## Heavier molecules, more entropy?

The naive expectation is that a heavier molecule has more entropy, and that the largest relative jump in mass brings the largest gain. Going down group 13 from boron to indium, the first half holds: in both frames with several elements, every step down raises the entropy. The second half fails. In HO–\*(SH)₂, where \* is the atom that changes, the step from Al to Ga raises the molecular mass by the largest factor and the entropy by the least, only 7.5 J/(mol K). The step from B to Al has the smallest mass factor and gives 36.4 J/(mol K).

Ansatz 0.2.0, isolated molecules: geometries and unscaled harmonic vibrations at PBE0-D4/def2-TZVP (def2 core potential for In); ideal gas, rigid rotor, harmonic oscillator at 298.15 K and 1 bar. In the frame's SMILES (hydrogens implicit), * marks the atom that is varied. Electronegativities are Pauling's; IA IB IC is the product of the principal moments of inertia.

```tsv
formula	frame	*	Z	electronegativity	atoms	mass (u)	symmetry number	IA IB IC (u^3 Å^6)	lowest mode (cm⁻¹)	highest mode (cm⁻¹)	zero-point energy (kJ/mol)	H(298) less E (kJ/mol)	entropy (J/(mol K))
AlBrClHO	O*(Cl)Br	Al	13	1.610	5	159.3	1	2.17e+07	127	3955	43.8	61.3	335.0
BrClGaHO	O*(Cl)Br	Ga	31	1.810	5	202.1	1	2.85e+07	105	3887	41.9	60.2	346.6
BrClHInO	O*(Cl)Br	In	49	1.780	5	247.2	1	5.08e+07	75	3871	39.4	58.9	363.4
BH3OS2	O*(S)S	B	5	2.040	7	94.0	1	3050000	182	3903	101.2	118.4	314.8
AlH3OS2	O*(S)S	Al	13	1.610	7	110.1	1	9620000	118	3973	86.0	107.4	351.2
GaH3OS2	O*(S)S	Ga	31	1.810	7	152.9	1	1.10e+07	105	3905	85.1	106.8	358.7
H3InOS2	O*(S)S	In	49	1.780	7	198.0	1	1.84e+07	76	3890	82.5	105.3	375.2
GaH3OS	H*(O)S	Ga	31	1.810	6	120.8	1	952000	151	3904	78.5	94.9	308.8
```

These are harmonic entropies of one conformer each, not always the lowest, and the optimised geometries show that the arrangement of the OH and SH groups changes within a frame. With two SH groups, both S–H bonds point away from oxygen for Al and both towards it for Ga, while B and In have one of each, placed differently relative to the O–H bond. In the Cl/Br frame the O–H bond points towards Br for Al and Ga, but towards Cl for In. Only the step from Al to Ga in the Cl/Br frame therefore compares like with like; every other step mixes the change of element with a change of arrangement. The OH and SH groups can twist about their bonds, and a soft twist is poorly described as a harmonic vibration. The entropies, and the steps between them, may therefore be off by an amount that the table does not reveal. What follows explains the trend within the harmonic calculation.

## Where the entropy sits

A molecule in a gas has entropy because it can be in many places, point in many directions and vibrate in many ways. Translation depends on the total mass, and rotation on the moments of inertia. Vibration depends on how the quantum of each mode compares with the thermal energy, which at 298 K corresponds to about 207 cm⁻¹. Modes far above that are frozen and contribute almost nothing; modes near or below it contribute a great deal.

The first two parts follow from the mass and the product of the moments of inertia, and vibration is the remainder. This is the bookkeeping of the calculation itself, so it locates the entropy without testing anything. The output printed below gives the split for every row. For the steps down the group, in J/(mol K), it reads:

| Frame | Step | Total | Translation | Rotation | Vibration |
|---|---|---|---|---|---|
| O\*(S)S | B to Al | 36.4 | 2.0 | 4.8 | 29.7 |
| O\*(S)S | Al to Ga | 7.5 | 4.1 | 0.6 | 2.8 |
| O\*(S)S | Ga to In | 16.5 | 3.2 | 2.1 | 11.1 |
| O\*(Cl)Br | Al to Ga | 11.6 | 3.0 | 1.1 | 7.5 |
| O\*(Cl)Br | Ga to In | 16.8 | 2.5 | 2.4 | 11.9 |

Translation does what the naive picture says, and it is a minor part of every step but one: from Al to Ga in O\*(S)S it supplies 4.1 of the 7.5 J/(mol K). The unevenness comes from vibration. The lowest mode alone does not account for it: from B to Al it falls from 182 to 118 cm⁻¹, which adds only 3.5 of the 29.7 J/(mol K). Several modes must come down together.

The highest mode, by its size the O–H stretch, is no guide at all. In O\*(S)S it peaks at Al, but near 3900 cm⁻¹ it is frozen in every row.

## How much can mass alone do?

Suppose only the mass of the marked atom changes, from $m$ to $m'$, while the geometry and the force constants stay as they are. A heavier atom can lower vibrational frequencies but cannot raise them. When the frequency $\nu_i$ of a mode changes, its entropy changes by

$$dS_i=-C_i\,d\ln\nu_i ,$$

where $C_i$ is the heat capacity of the mode. It reaches the gas constant $R$ for a fully thermal mode and is smaller for a partly frozen one.

The Teller–Redlich product rule ties the frequencies to the total mass $M$ and the product $I$ of the three moments of inertia:

$$\sum_i\ln\frac{\nu_i}{\nu_i'}=\tfrac32\ln\frac{m'}{m}-\tfrac32\ln\frac{M'}{M}-\tfrac12\ln\frac{I'}{I}.$$

Translation gains $\tfrac32R\ln(M'/M)$ and rotation gains $\tfrac12R\ln(I'/I)$. Added to the vibrational part, these terms cancel, which leaves an upper limit without any fitted parameter:

$$\Delta S\le\tfrac32R\ln\frac{m'}{m}.$$

Take Ga to In, with atomic masses of 69.8 and 114.9 u, obtained from the mass differences in the table with Al taken as roughly 27 u. The limit is $1.5\times8.314\times\ln(114.9/69.8)=6.2$ J/(mol K). The table gives 16.5 in one frame and 16.8 in the other, about 10 more than mass can supply. From B to Al the limit is 11.3 and the actual gain 36.4. In these steps the geometry or the force constants must have changed. The optimised geometries do differ: the bonds to the central atom are longer after each of these steps, and an OH or SH group has turned.

The lowest mode confirms this for indium. Mass alone can lower a frequency at most by the factor $\sqrt{69.8/114.9}=0.78$, yet the lowest mode falls by factors of 0.71 and 0.72.

## Why gallium is the small step

For Al to Ga the limit is 11.8 J/(mol K), and neither frame exceeds it: the gains are 11.6 and 7.5. The bound therefore does not demand a change of geometry or force constants in this step. Nor does it show that mass covers the whole rise, because the limit is reached only if every affected mode is fully thermal.

The moments of inertia suggest why this step differs. The sixth root of their product is a rough measure of molecular size, blurred by the masses it contains. In O\*(S)S it grows by 21% from B to Al, by 2% from Al to Ga and by 9% from Ga to In. In the Cl/Br frame the contrast is weaker: 5% from Al to Ga and 10% from Ga to In.

Atomic structure offers a likely reason, which the table itself does not test. Between Al and Ga the 3d shell is filled, and its electrons screen the nucleus poorly. The valence shell of gallium is pulled in, so that the atom ends up about as large as aluminium. In the optimised geometries the bonds to sulfur, chlorine and bromine lengthen only slightly from Al to Ga, though the bond to oxygen grows by about a tenth of an ångström. There is thus less cause for a general softening than in the other steps. Indium is larger again, and longer bonds usually bend and twist more easily. Indium is also the only one of the four elements treated with a core potential. That potential carries the only relativistic effects in these calculations, so gallium and the lighter atoms have none. The table cannot tell how much of the last step comes from that change of treatment.

Boron stands at the other end. Its bonds are short, and oxygen and sulfur can donate π electrons into its empty p orbital, which should stiffen the frame further. The zero-point energy fits this picture: it drops by 15.2 kJ/mol from B to Al, but by only 0.9 from Al to Ga and 2.6 from Ga to In. The lighter mass of boron contributes to that drop, so it is not a pure measure of stiffness.

## Size as a descriptor

Size can be compared with other descriptors by fitting the vibrational entropy of the seven rows in the two frames with several elements, with one offset per frame and one common slope. The root-mean-square residuals, in J/(mol K), are 0.8 for the logarithm of the size measure, 3.1 for that of the lowest mode, 4.8 for that of the atomic mass and 11.7 for the electronegativity. For scale, the vibrational entropies being fitted run from 38.7 to 82.3 J/(mol K).

Three parameters for seven points, with boron far from the rest, make this a ranking and not a law. The slope has no simple meaning, because size, mass and stiffness change together. The failure of electronegativity is easier to read: gallium and indium have nearly the same value, 1.81 and 1.78, but clearly different entropies.

## What the neighbours do

The ligands matter as much as the central atom. At gallium, replacing H by SH turns H\*(O)S into O\*(S)S and adds 49.9 J/(mol K), more than any single step down the group. Of this, 36.8 is vibrational: the extra atom brings three more modes, and the new group can bend and twist.

Mass can even point the wrong way. With aluminium, the Cl/Br molecule is heavier than the one with two SH groups, 159.3 against 110.1 u, yet its entropy is lower, 335.0 against 351.2 J/(mol K). It gains in translation and rotation but has fewer modes, and its vibrational entropy is 44.2 against 68.3 J/(mol K).

For a similar series in a neighbouring group, with the ligands kept in one arrangement, the same reasoning suggests a large step where the first-row atom is replaced, a small one where a filled d shell first intervenes, and a larger one after that.

One irregularity remains. From Al to Ga the vibrational gain is 7.5 J/(mol K) with Cl and Br, but only 2.8 with two SH groups. The total gain in the Cl/Br frame, 11.6, practically reaches the mass limit of 11.8, although some of its modes are partly frozen and mass alone should fall short. Here the arrangement is the same for both elements, and the somewhat longer bonds to gallium may also be softer. In the other frame both SH groups turn over in this step, so its small gain mixes the change of element with a change of arrangement, and these runs cannot separate the two. Recomputing the frequencies of the aluminium molecules with the mass of gallium, and nothing else changed, would show how much of each gain is mass. A gallium molecule with its SH groups arranged as for aluminium would show how much is arrangement.

Printed output of the fit:

```
kT/hc 207.2 1/cm; 4RT 9.92 kJ/mol; m(*) u: {'B': 10.9, 'Al': 27.0, 'Ga': 69.8, 'In': 114.9}
rounding floor: dS ~0.15 J/mol/K, Uvib 0.1 kJ/mol (0.04 RT), dZPE 0.1, cap ~0.1
row modes Strans Srot Svib S(lowest) [J/mol/K] low/vib% Uvib[kJ/mol] Uvib/RT
AlBrClHO 9 172.1 118.7 44.2 12.5 28 7.58 3.06
BrClGaHO 9 175.1 119.9 51.7 14.1 27 8.38 3.38
BrClHInO 9 177.6 122.3 63.5 16.8 26 9.58 3.87
BH3OS2 15 165.5 110.6 38.7 9.7 25 7.28 2.94
AlH3OS2 15 167.5 115.4 68.3 13.1 19 11.48 4.63
GaH3OS2 15 171.6 115.9 71.2 14.1 20 11.78 4.75
H3InOS2 15 174.8 118.1 82.3 16.7 20 12.88 5.20
GaH3OS 12 168.6 105.8 34.4 11.1 32 6.48 2.62
step dS dStr dSrot dSvib vib% dS(lowest) cap=1.5Rln(m2/m1) dS-cap [J/mol/K]
O*(Cl)Br Al>Ga 11.6 3.0 1.1 7.5 65 1.5 11.8 -0.2
O*(Cl)Br Ga>In 16.8 2.5 2.4 11.9 71 2.8 6.2 +10.6
O*(Cl)Br Al>In 28.4 5.5 3.5 19.4 68 4.3 18.1 +10.3
O*(S)S B>Al 36.4 2.0 4.8 29.7 81 3.5 11.3 +25.1
O*(S)S Al>Ga 7.5 4.1 0.6 2.8 38 0.9 11.8 -4.3
O*(S)S Ga>In 16.5 3.2 2.1 11.1 68 2.6 6.2 +10.3
O*(S)S B>In 60.4 9.3 7.5 43.6 72 7.0 29.4 +31.0
step I^(1/6)ratio radsum-ratio wlow-ratio Neff dZPE dUvib[kJ/mol] dSum(w) dwhigh[1/cm]
O*(Cl)Br Al>Ga 1.046 1.00 0.827 4.7 -1.9 +0.8 -318 -68
O*(Cl)Br Ga>In 1.101 1.09 0.714 4.2 -2.5 +1.2 -418 -16
O*(Cl)Br Al>In 1.152 1.09 0.591 4.4 -4.4 +2.0 -736 -84
O*(S)S B>Al 1.211 1.20 0.648 8.2 -15.2 +4.2 -2541 +70
O*(S)S Al>Ga 1.023 1.00 0.890 2.9 -0.9 +0.3 -150 -68
O*(S)S Ga>In 1.090 1.09 0.724 4.1 -2.6 +1.1 -435 -15
O*(S)S B>In 1.349 1.30 0.418 6.0 -18.7 +5.6 -3126 -13
floor of dSum(w): 17 1/cm
Svib = frame offset + slope*x, 7 rows (single-row frame has no free offset to test)
residual order: AlBrClHO BrClGaHO BrClHInO BH3OS2 AlH3OS2 GaH3OS2 H3InOS2
ln wlow: slope -46.8 (-5.62 R) rms 3.09 worst BH3OS2
   res +2.2 +0.8 -3.0 -4.7 +4.6 +2.0 -1.9
ln m(*): slope 15.7 (1.89 R) rms 4.77 worst AlH3OS2
   res +3.6 -3.8 +0.2 -6.3 +9.1 -3.0 +0.3
ln I^(1/6): slope 145.0 (17.44 R) rms 0.83 worst BrClHInO
   res +0.1 +1.0 -1.1 -0.9 +1.0 +0.6 -0.7
electroneg: slope -49.2 (-5.92 R) rms 11.65 worst H3InOS2
   res -15.0 +2.3 +12.7 -15.1 -6.6 +6.1 +15.7
Ga, H>SH: dS 49.9 dStr 2.9 dSrot 10.2 dSvib 36.8 J/mol/K; extra modes 3; dZPE +6.6 kJ/mol
```
